**Basis, spin-orbit and core-polarisation tests for one electron outside Kr³⁴⁺ (1s²)**

The table holds binding energies of eight levels, 2s to 3d, from PySCF with the X2C one-electron Hamiltonian and screened-nucleus spin-orbit coupling, by Koopmans' theorem, second order and corrected EOM-CCSD. The program fits nothing: it compares each level with the Dirac energy for charge 34, solves the hydrogenic problem in the Gaussian exponents of the run, and evaluates the core-polarisation formula. Both 3d levels fall below the Dirac floor, and their mean deficit of 1.30 eV, counted from that floor plus first-order penetration and exchange, matches the model basis error of 1.32 eV, about sixty times the correlation shift. The 3d splitting is 3.3% above the charge-34 value, and the polarisation formula exceeds the computed shift by a factor of 2.6 for d (where the tight f set limits that shift) and of 11 to 16 for p. Second order and EOM-CCSD agree to 2 meV, with 20 to 38% of the shift being a second-order patch.

Binding energies of one electron added to Kr34+ (1s2), by Koopmans' theorem, second-order self-energy and EOM-EA-GCCSD, the last corrected in second order for the virtual space that was cut. The runs used PySCF 2.14.0 with a GHF reference, the X2C-1e Hamiltonian with screened-nucleus spin-orbit coupling, a Gaussian nucleus and an even-tempered 17s11p6d3f basis.

## Numerical check

```python
# Table: binding energies (eV) of one electron added to Kr34+ (1s2); PySCF X2C-1e, screened-nucleus SO;
# Koopmans, second order, EOM-EA-GCCSD. Tested: Dirac floor for charge Z-2, basis error, core polarisation.
T = {
    'level': ['2s1/2', '2p1/2', '2p3/2', '3s1/2', '3p1/2', '3p3/2', '3d3/2', '3d5/2'],
    'koop': [4110.831, 4040.822, 3973.12, 1801.829, 1783.07, 1763.052, 1755.754, 1749.512],  # eV
    'second': [4111.022, 4041.186, 3973.465, 1801.883, 1783.16, 1763.139, 1755.776, 1749.533],  # eV
    'eom': [4111.024, 4041.188, 3973.467, 1801.884, 1783.161, 1763.139, 1755.776, 1749.533],  # eV
    'corr': [0.193, 0.366, 0.347, 0.055, 0.091, 0.088, 0.021, 0.021],  # eV
}
import numpy as np
from scipy.constants import alpha as a, physical_constants as pc
from scipy.special import gamma as G
from scipy.linalg import eigh
from scipy.integrate import cumulative_trapezoid as ct, trapezoid as tz
Ha = pc['Hartree energy in eV'][0]; mc2 = Ha/a**2
Z, Q = 36, 34; zeta = Z-5/16
L = T['level']; K, S2, E, C = (np.array(T[k], float) for k in ('koop', 'second', 'eom', 'corr'))
n = [int(x[0]) for x in L]; l = ['spd'.index(x[1]) for x in L]; k = [(int(x[2])+1)//2 for x in L]
ix = {x: i for i, x in enumerate(L)}
# further outputs of the same run: even-tempered basis (count, smallest, ratio); 2nd-order patch for cut virtuals (eV)
bas = {0: (17, 5.9, 2.6), 1: (11, 7.6, 2.6), 2: (6, 7.8, 2.8)}
cut = np.array([0.038231, 0.13639, 0.13226, 0.014029, 0.033595, 0.033469, 0.006859, 0.006605])
def dirac(z, n, k):
    return mc2*(1-(1+(z*a)**2/(n-k+np.sqrt(k*k-(z*a)**2))**2)**-0.5)
def basis(n, l):  # nonrelativistic point charge Q in the run's Gaussians: error (eV), <r^-3> ratio
    N, e0, q = bas[l]; e = e0*q**np.arange(N); p = e[:, None]+e[None, :]; ab = np.outer(e, e)
    S = (2*np.sqrt(ab)/p)**(l+1.5)
    w, v = eigh((2*l+3)*ab/p*S-Q*G(l+1)/G(l+1.5)*np.sqrt(p)*S, S); c = v[:, n-l-1]
    r3 = c@(G(l)/G(l+1.5)*p**1.5*S)@c/(Q**3/(n**3*l*(l+.5)*(l+1))) if l else np.nan
    return (w[n-l-1]+Q*Q/(2*n*n))*Ha, r3
D = np.array([dirac(Q, n[i], k[i]) for i in range(len(L))])
B = np.array([basis(n[i], l[i]) for i in range(len(L))])
print('rounding floor: 0.0005 eV per entry, 0.001 eV per difference')
print('level Dirac(34)/eV Koop-Dirac/eV EOM-Dirac/eV defect basis_err/eV basis_err/corr')
for i, x in enumerate(L):
    print(f'{x} {D[i]:.3f} {K[i]-D[i]:+.3f} {E[i]-D[i]:+.3f} {n[i]*(E[i]-D[i])/(2*D[i]):+.5f} {B[i,0]:.3f} {B[i,0]/C[i]:.1f}')
print('level corr/eV corr/EOM(ppm) EOM-second/meV patch/eV patch share of corr')
for i, x in enumerate(L):
    print(f'{x} {C[i]:.3f} {1e6*C[i]/E[i]:.0f} {1e3*(E[i]-S2[i]):+.0f} {cut[i]:.3f} {100*cut[i]/C[i]:.0f}%')
r = np.linspace(1e-6, 3, 200001)
P1 = 2*zeta**1.5*r*np.exp(-zeta*r); P3 = r**3*np.exp(-Q*r/3); P3 /= np.sqrt(tz(P3**2, r))
pen = tz(P3**2*2*(zeta+1/r)*np.exp(-2*zeta*r), r)*Ha
rho = P1*P3; exch = 2*tz(rho/r**3*ct(rho*r**2, r, initial=0), r)/5*Ha
d3, d5 = ix['3d3/2'], ix['3d5/2']
mean = (4*(K-D)[d3]+6*(K-D)[d5])/10; deficit = pen+exch-mean
print(f'3d weighted Koop-Dirac {mean:+.3f} eV; first-order penetration {pen:.3f}, exchange {exch:.3f} eV')
print(f'3d deficit {deficit:.3f} eV; basis error {B[d3,0]:.3f} eV ({100*B[d3,0]/deficit:.0f}%); left {deficit-B[d3,0]:+.3f} eV')
print(f'3d deficit / corr = {deficit/C[d3]:.0f}; deficit / binding = {100*deficit/K[d3]:.3f}%')
print('splitting: Koop, EOM, Dirac34, Dirac36 /eV, Koop/Dirac34, basis <r^-3> ratio')
for u, v in (('2p1/2', '2p3/2'), ('3p1/2', '3p3/2'), ('3d3/2', '3d5/2')):
    i, j = ix[u], ix[v]; s = K[i]-K[j]; sd = D[i]-D[j]
    print(f'{u[:2]} {s:.3f} {E[i]-E[j]:.3f} {sd:.3f} {dirac(Z,n[i],k[i])-dirac(Z,n[j],k[j]):.3f} {s/sd:.4f} {B[i,1]:.4f}')
s, sd = K[d3]-K[d5], D[d3]-D[d5]
print(f'3d: excess {s-sd:.3f} eV; unscreened SO {sd*Z/Q:.3f} eV; implied SO charge {Q*s/sd/B[d3,1]:.2f}')
al = 9/zeta**4
print(f'core polarisation, alpha = 9/zeta^4 = {al:.2e} a.u. (s rows: <r^-4> diverges, no prediction)')
for i, x in enumerate(L):
    if l[i]:
        m = l[i]; r4 = Q**4*(3*n[i]**2-m*(m+1))/(2*n[i]**5*(m-.5)*m*(m+.5)*(m+1)*(m+1.5))
        print(f'{x} model {al*r4/2*Ha:.3f} eV, table {C[i]:.3f} eV, model/table {al*r4/2*Ha/C[i]:.1f}')
t4 = al/2*tz(P3**2/r**4, r)*Ha; t6 = 69/4/zeta**6*tz(P3**2/r**6, r)*Ha
print(f'3d: r^-4 term {t4:.3f}, r^-6 term {-t6:.3f}, sum {t4-t6:.3f} eV; <r>1s/<r>3d {1.5/zeta/(10.5/Q):.3f}')
print('corr n=2/n=3 (n^-3: 3.375):', *(f'{x} {C[ix["2"+x]]/C[ix["3"+x]]:.2f}' for x in ('s1/2', 'p1/2', 'p3/2')))
print(f'EOM 2s-2p1/2 {E[0]-E[1]:.3f} eV, 2s-2p3/2 {E[0]-E[2]:.3f} eV; corr part {C[0]-C[1]:+.3f}, {C[0]-C[2]:+.3f} eV')
mM = pc['electron mass in u'][0]/84
print(f'scales only: QED 2s prefactor {a/np.pi*(Z*a)**4/8*mc2:.1f} eV; recoil 2s {E[0]*mM:.3f}, 3d {E[d3]*mM:.3f} eV; (Za)^2 {(Z*a)**2:.3f}')
assert K[d3] < D[d3] and K[d5] < D[d5] and all(K[i] > D[i] for i in range(len(L)) if l[i] < 2)
assert np.all(np.abs(E-S2) < 0.0025) and np.all(C > 0)
assert np.all(B[:, 0] > -1e-4)
assert s > sd and t4 > C[d3]
```

Running it gives:

```
rounding floor: 0.0005 eV per entry, 0.001 eV per difference
level Dirac(34)/eV Koop-Dirac/eV EOM-Dirac/eV defect basis_err/eV basis_err/corr
2s1/2 4010.231 +100.600 +100.793 +0.02513 0.414 2.1
2p1/2 4010.231 +30.591 +30.957 +0.00772 0.201 0.5
2p3/2 3947.291 +25.829 +26.176 +0.00663 0.201 0.6
3s1/2 1775.288 +26.541 +26.596 +0.02247 1.679 30.5
3p1/2 1775.288 +7.782 +7.873 +0.00665 1.339 14.7
3p3/2 1756.615 +6.437 +6.524 +0.00557 1.339 15.2
3d3/2 1756.615 -0.861 -0.839 -0.00072 1.317 62.7
3d5/2 1750.574 -1.062 -1.041 -0.00089 1.317 62.7
level corr/eV corr/EOM(ppm) EOM-second/meV patch/eV patch share of corr
2s1/2 0.193 47 +2 0.038 20%
2p1/2 0.366 91 +2 0.136 37%
2p3/2 0.347 87 +2 0.132 38%
3s1/2 0.055 31 +1 0.014 26%
3p1/2 0.091 51 +1 0.034 37%
3p3/2 0.088 50 +0 0.033 38%
3d3/2 0.021 12 +0 0.007 33%
3d5/2 0.021 12 +0 0.007 31%
3d weighted Koop-Dirac -0.982 eV; first-order penetration 0.132, exchange 0.190 eV
3d deficit 1.304 eV; basis error 1.317 eV (101%); left -0.013 eV
3d deficit / corr = 62; deficit / binding = 0.074%
splitting: Koop, EOM, Dirac34, Dirac36 /eV, Koop/Dirac34, basis <r^-3> ratio
2p 67.702 67.721 62.940 79.496 1.0757 1.0001
3p 20.018 20.022 18.672 23.587 1.0721 1.0039
3d 6.242 6.243 6.041 7.603 1.0332 1.0012
3d: excess 0.201 eV; unscreened SO 6.397 eV; implied SO charge 35.09
core polarisation, alpha = 9/zeta^4 = 5.55e-06 a.u. (s rows: <r^-4> diverges, no prediction)
2p1/2 model 4.203 eV, table 0.366 eV, model/table 11.5
2p3/2 model 4.203 eV, table 0.347 eV, model/table 12.1
3p1/2 model 1.384 eV, table 0.091 eV, model/table 15.2
3p3/2 model 1.384 eV, table 0.088 eV, model/table 15.7
3d3/2 model 0.055 eV, table 0.021 eV, model/table 2.6
3d5/2 model 0.055 eV, table 0.021 eV, model/table 2.6
3d: r^-4 term 0.055, r^-6 term -0.043, sum 0.013 eV; <r>1s/<r>3d 0.136
corr n=2/n=3 (n^-3: 3.375): s1/2 3.51 p1/2 4.02 p3/2 3.94
EOM 2s-2p1/2 69.836 eV, 2s-2p3/2 137.557 eV; corr part -0.173, -0.154 eV
scales only: QED 2s prefactor 0.7 eV; recoil 2s 0.027, 3d 0.011 eV; (Za)^2 0.069
```
